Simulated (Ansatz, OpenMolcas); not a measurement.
**Errors in the dipole moment**

8 molecules with two or more fluorines; the dipole moment in D, computed less measured. Shapes, held fixed at every level: PBE0-D4/def2-TZVP. No vibrational averaging. Dipoles are compared by magnitude; molecules under 1 D, whose direction can flip, are left out. Programs: Ansatz 0.2.0, OpenMolcas 26.06. Measured values: NIST CCCBDB.

Levels: A = PBE-D4/def2-TZVPP; B = B3LYP/6-31G* (Cartesian functions); C = B3LYP-D4/def2-TZVPP.

```json
{"molecule": "SF2 (SMILES FSF)", "measured": "1.05", "A": "-0.15", "B": "+0.09", "C": "+0.07"}
{"molecule": "AsF3 (arsenic trifluoride)", "measured": "2.59", "A": "-0.32", "B": "-0.32", "C": "-0.06"}
{"molecule": "PF3 (phosphorus trifluoride)", "measured": "1.03", "A": "-0.19", "B": "-0.05", "C": "+0.02"}
{"molecule": "CHBrF2 (SMILES FC(F)Br)", "measured": "1.50", "A": "-0.22", "B": "-0.11", "C": "-0.13"}
{"molecule": "SO2F2 (sulfuryl fluoride)", "measured": "1.12", "A": "-0.01", "B": "+0.06", "C": "+0.01"}
{"molecule": "C2F3N (cyanotrifluoromethane)", "measured": "1.33", "A": "+0.15", "B": "+0.15", "C": "+0.07"}
{"molecule": "C2H2F2 (vinylidene fluoride)", "measured": "1.38", "A": "-0.39", "B": "-0.43", "C": "-0.21"}
{"molecule": "C2H4F2 (1,1-difluoroethane)", "measured": "2.27", "A": "-0.22", "B": "-0.34", "C": "-0.07"}
```

(1) Which level does best on this set, which worst, and which err to one side?

Answers

(1) 
| level | kind | mean error | mean absolute error | worst case |
| --- | --- | --- | --- | --- |
| PBE-D4/def2-TZVPP | GGA | -0.169 | 0.206 | C2H2F2 |
| B3LYP/6-31G* (Cartesian functions) | global hybrid | -0.119 | 0.194 | C2H2F2 |
| B3LYP-D4/def2-TZVPP | global hybrid | -0.037 | 0.080 | C2H2F2 |

On this set B3LYP-D4/def2-TZVPP has the smallest mean absolute error and PBE-D4/def2-TZVPP the largest. PBE-D4/def2-TZVPP is too low in 7 of 8. The levels differ in basis as well as in method. The tabulated value of C2F3N is in doubt (older tables, estimates, or at odds with other calculations) and kept here. Over the 7 molecules whose values aren't doubted the mean absolute errors are A 0.214; B 0.200; C 0.081. The largest two are near a tie. Relativity is left out for As, Br. The set is small.

In the shared triple-zeta basis, going from PBE to B3LYP raises the dipole in every molecule except C2F3N, where it falls. Exact exchange probably curbs the semilocal functional's excessive delocalisation, leaving more charge on fluorine and making the bonds to it more polar. The exception fits this picture: in C2F3N the CF3 group opposes the stronger cyano dipole, so more polar C–F bonds reduce the total. This contrast between the two functionals doesn't depend on the measured value.

The smaller basis costs B3LYP much of its accuracy, but not through a uniform shift. The dipole drops markedly in AsF3, C2H2F2 and C2H4F2, yet rises slightly in SF2 and SO2F2. A net dipole is a vector sum of bond and lone-pair contributions, so a similar deficiency in the fluorine density can change it either way. For the same reason, the near-perfect PBE result for SO2F2 may reflect cancellation between the S–F and S–O contributions and is no evidence that either bond's polarity is right.
